The quantity here is the energy of a near-planar SiH₄ molecule in a triplet state, counted from the start of a scan in which all four Si–H bonds stretch by the same factor. The start, scale 1, has a bond length of 1.53 Å. Each level of theory is counted from its own energy there, so the entries compare shapes of curves and not total energies. Full configuration interaction (FCI) is exact within the small basis and the frozen core, and it is the yardstick wherever it stands in the table. Elsewhere phaseless AFQMC takes its place, which is less secure. Its trial function is built from coupled-cluster amplitudes, so its agreement with CCSD(T) is not an independent proof. The data also carry a general warning that AFQMC freed of its stabilising constraint can disagree with the highest level. At scales 0.873 and 1.137 the freed walk is within 6 meV of FCI, but the later rows have no such value to check. FCI freezes a core built from its own orbitals, so differences of a few meV from it should not be read closely. The program also warns of spin-contaminated unrestricted determinants. At scale 0.873 the determinant is almost a pure triplet, but on the stretched rows the two methods may follow states of different spin.

Triplet SiH₄ (charge 0) in the 6-31G basis, computed with Ansatz 0.2.0 and, for AFQMC, afq 1; correlated levels freeze the Si core. Scale multiplies all Si–H bond lengths of the PBE0/def2-TZVP geometry, and each level is counted from its own energy at scale 1 (unrestricted determinant). U: unrestricted; RO: restricted open-shell.

```
point scale  number  determinant  HF, energy from the start of the scan (eV)  MP2, energy from the start of the scan (eV)  CCSD(T), energy from the start of the scan (eV)  phaseless AFQMC, energy from the start of the scan (eV)  FCI, energy from the start of the scan (eV)  PBE, energy from the start of the scan (eV)  PBE0, energy from the start of the scan (eV)
      0.873       1            U                                       1.829                                        1.939                                            2.099                                                    2.102                                        2.105                                        1.984                                         1.881
      1.137       2            U                                       0.848                                        0.703                                            0.437                                                    0.434                                        0.422                                        0.593                                         0.734
      1.306       3            U                                       3.341                                        3.043                                            2.262                                                    2.263                                          n/a                                        2.705                                         3.051
      1.492       4            U                                       3.389                                        4.015                                            3.587                                                    3.583                                          n/a                                        4.512                                         4.702
      2.032       5           RO                                      11.059                                        7.831                                            3.784                                                    6.063                                        5.885                                        7.719                                         7.606
      2.406       6            U                                       4.724                                        5.892                                            6.411                                                    6.393                                          n/a                                        8.414                                         8.154
```

Near the start, the expensive levels agree and the cheap ones do not. At scales 0.873 and 1.137, CCSD(T) and phaseless AFQMC follow FCI to within 15 meV. Hartree–Fock (HF), MP2 and both density functionals differ from it by between 0.1 and 0.4 eV, rising too little on compression and too much on stretching.

For HF the reason is the electron correlation that it leaves out. As a bond lengthens, its bonding and antibonding orbitals come closer in energy, and the electron pair gains more by mixing the two. HF misses this gain, so its curve climbs too steeply, by 1.1 eV at scale 1.306. MP2 recovers part of the gain, but only to second order, and it still climbs 0.8 eV too far there.

Further out, the sign of the HF error turns, and at scale 2.406 HF lies 1.7 eV too low. An unrestricted determinant gives up-spin and down-spin electrons different orbitals, so it can leave one electron of a broken bond on each atom. It then describes separated atoms better than the bonded molecule, whose pair correlation it still lacks, and breaking the bonds looks too cheap. This account is argued and not tested here. The turn is also rather abrupt for one smooth curve: between 1.306 and 1.492 HF rises by less than 0.1 eV, while CCSD(T) rises by 1.3 eV. The symmetry of the occupied orbitals changes between these points: one up-spin electron moves from an orbital of B3u symmetry to one of Ag symmetry. The calculation has thus crossed to a different triplet state, which is more than a growth in spin splitting. HF need not err equally in the two states, so part of the turn may come from the crossing, and the table cannot say how much.

The row at scale 2.032 shows what happens when the two spins are no longer free to take different orbitals. At each point the calculation kept whichever of the restricted and unrestricted determinants it judged the better, and here alone it kept a restricted open-shell one (RO), in which paired electrons share one spatial orbital. At a bond length of 3.1 Å, such a pair is forced to spend part of its time with both electrons on the same atom, which costs a great deal of energy. The HF entry is 11.1 eV, and it falls by 6.3 eV to the next row. This is a change of determinant and not a barrier that the molecule has to cross.

CCSD(T) does not repair this start but overshoots it, and ends 2.1 eV below FCI. Most of the error is there before the last step of the method: the singles and doubles alone (CCSD) account for about two thirds of it. They build the correlation from products of pair excitations, which can overshoot badly when several bonds break at once from a restricted determinant. The program flags the cluster state on this row, and on no other CCSD(T) row, and warns that the equations may have other solutions, so the one found may itself be at fault. The triples add the remaining third. They are estimated by perturbation theory, with orbital energy gaps in the denominator, and the gaps of a restricted determinant shrink as bonds break. Since CCSD(T) is not variational, nothing stops its energy from falling below the exact one. A low CCSD(T) energy is therefore no sign of a good determinant.

Phaseless AFQMC on the same determinant errs by 0.18 eV, about twelve times less, and in the other direction. It projects towards the ground state by a random walk, and the trial function enters through the constraint that keeps the walk stable. A poor trial thus biases the result without fixing it. The remaining error is probably this bias, which longer sampling would not remove.

A false dip of this kind can be recognised without FCI, from the shape of the curve. A bond-breaking curve is steep at first and then flattens towards separated atoms. The Morse form D(1 − exp(−s(x − x₀)))² has this shape, where x is the scale, x₀ the minimum, D the depth and s the steepness. Multiplying out the square and subtracting the value at x = 1 leaves

E(x) = A(y − 1) + B(y² − 1), with y = exp(−s(x − 1)).

The constants A, B and s were fitted to CCSD(T) on the five unrestricted rows. The restricted row was left out because its determinant is of another kind.

The fit gives A = −14.24 eV, B = 7.646 eV and s = 2.979. At scale 2.032 this makes y = exp(−2.979 × 1.032) = 0.046 and y² = 0.002, so that

E = 14.24 × 0.954 − 7.646 × 0.998 ≈ 5.95 eV.

FCI, which played no part in the fit, gives 5.89 eV, and CCSD(T) on the restricted determinant gives 3.78 eV.

The close agreement with FCI is partly luck. Three constants on five rows leave little to test, and when each row in turn is predicted from the others, the typical miss is 0.3 eV. The model also takes for granted that the molecule stays in one electronic state along the scan, and this fails: three of the fitted rows lie before the crossing between 1.306 and 1.492, and two lie beyond it. The fit is therefore a smooth guide across two states and not the true curve of either. Its worst miss, 0.16 eV, falls at 1.306, right beside the crossing. Such a guide can expose an error of 2 eV but cannot judge the 0.18 eV of AFQMC. The output printed below the text lists the fit and the errors of every level.

A ruler does nearly as well. Where a curve is flattening, any point must lie above the straight line between its neighbours. The line between the CCSD(T) values at 1.492 and 2.406 passes through 5.3 eV at scale 2.032. FCI and AFQMC lie above it, while CCSD(T) lies far below. Both ends of the line lie beyond the crossing, so this test does not bridge it as the fit does.

On the stretched rows the two functionals lie far above the yardstick, by about 1 eV at scale 1.492 and about 2 eV at the end, measured against AFQMC where there is no FCI value. These gaps are not errors of the functionals alone. A functional takes its correlation energy from a formula in the density, which needs few basis functions, whereas FCI has to build it from the orbitals available. In a basis as small as 6-31G much of it is missing, and more should be missing from the bonded molecule than from separated atoms. FCI then makes the bonds too easy to break, and a functional can lie above it without being wrong. Both functionals also break spin symmetry on part of the curve, so an unsuitable spin solution may contribute. The shares are untested, and the table cannot rank PBE against PBE0.

How much of this matters depends on the purpose. The usual target for reaction energies is 1 kcal/mol, or 43 meV. Within this basis, CCSD(T) and AFQMC meet it at both points near the start, where HF and MP2 fail. The functionals cannot be judged to that accuracy against so small a basis. At 2.032 even AFQMC misses the target by a factor of four.

Silane is a gas from which silicon films for electronic devices are grown, and models of that growth need rates of bond breaking. An error of 0.18 eV in a barrier would change a rate at roughly 900 K by a factor of ten. Four bonds stretching together are not a path that silane follows in a reactor. The scan is a hard test of whether a method survives broken bonds, and its errors should not be carried over to a real barrier as they stand.

Energy differences also flatter the cheap levels. At scale 0.873 the total HF energy lies 2.1 eV above FCI, yet its energy from the start of the scan is wrong by only 0.3 eV, because most of the missing correlation is the same at both lengths. This cancellation works while the bonding stays alike, and it fails when bonds break. An error estimated near equilibrium therefore says little about the stretched molecule.

The cost rises steeply with the level. HF and the functionals are the cheapest, and MP2 adds a moderate step. If the number of orbitals doubles for the same electrons, the triples of CCSD(T) take about 30 times the work. The FCI space, about 2.4 million determinants here before symmetry is used, grows about 400 times. AFQMC grows more gently with size, but halving its statistical noise takes four times the sampling.

This growth matters because the basis here is small. The errors above are errors within that basis, and energies meant for comparison with experiment need a much larger one, where FCI soon becomes too costly. It then serves best as a check in a small basis, at one or two stretched geometries, of the method chosen for production.

For most molecules close to their equilibrium shape, CCSD(T) on a stable determinant is a sensible choice. Once bonds are stretched, run it on both the restricted and the unrestricted determinant, since an exact method would give the same energy from either for the same electronic state. Compare the symmetries of the occupied orbitals as well, because a change along the scan points to a different state. If the two results differ by more than the accuracy needed, or if a point drops below the line between its neighbours on the flattening part of the curve, do not keep a value merely because it is the lower one. Check that geometry with FCI in a small basis, or with AFQMC using a better trial function.

Numerical output:

```
Errors of the levels (reference is FCI or else phaseless AFQMC):
    row  HF error eV  MP2 error eV  PBE error eV  PBE0 error eV  CCSD(T) less FCI meV  AFQMC less FCI meV  CCSD(T) less AFQMC meV
  0.873       -0.276        -0.166        -0.121         -0.224                    -6                  -3                      -3
  1.137        0.426         0.281         0.171          0.312                    15                  12                       3
  1.306        1.078          0.78         0.442          0.788                   n/a                 n/a                      -1
  1.492       -0.194         0.432         0.929          1.119                   n/a                 n/a                       4
  2.032        5.174         1.946         1.834          1.721                 -2101                 178                   -2279
  2.406       -1.669        -0.501         2.021          1.761                   n/a                 n/a                      18
fit of row_ccsd_pt on 5 rows (un): coefficient of exp(-s*(x-1)) - 1 -14.24 +/- 0.33, coefficient of exp(-2*s*(x-1)) - 1 7.646 +/- 0.24, s 2.979; rms 0.096, worst 1.306 -0.155, leave-one-out rms 0.31
  rows outside the fit (model, value, miss): 2.032 5.954, 3.784, 2.17
Morse curve from unrestricted rows at the RO point (eV): 5.954
Morse curve less FCI at the RO point (eV): 0.06908
Chord between neighbouring unrestricted CCSD(T) rows at the RO point (eV): 5.255
CCSD(T) error over AFQMC error at the RO point (ratio of sizes): 11.8
Fall of HF from the RO point to the last row (eV): 6.335
Si-H length at scale 1 (angstrom): 1.531
Si-H length at the RO point (angstrom): 3.111
HF total energy above FCI at 0.873 (eV): 2.148
MP2 total energy above FCI at 0.873 (eV): 0.6749
CCSD total energy above FCI at 0.873 (meV): 34.12
CCSD(T) total energy above FCI at 0.873 (meV): 9.42
One kcal/mol (meV): 43.36
Rate factor at 900 K if a barrier were wrong by the AFQMC error at the RO point: 9.926
Determinants in the FCI before symmetry (millions): 2.446
Growth of the FCI space when orbitals double (factor): 408.3
Growth of the perturbative triples work when orbitals double (factor): 29.64
```
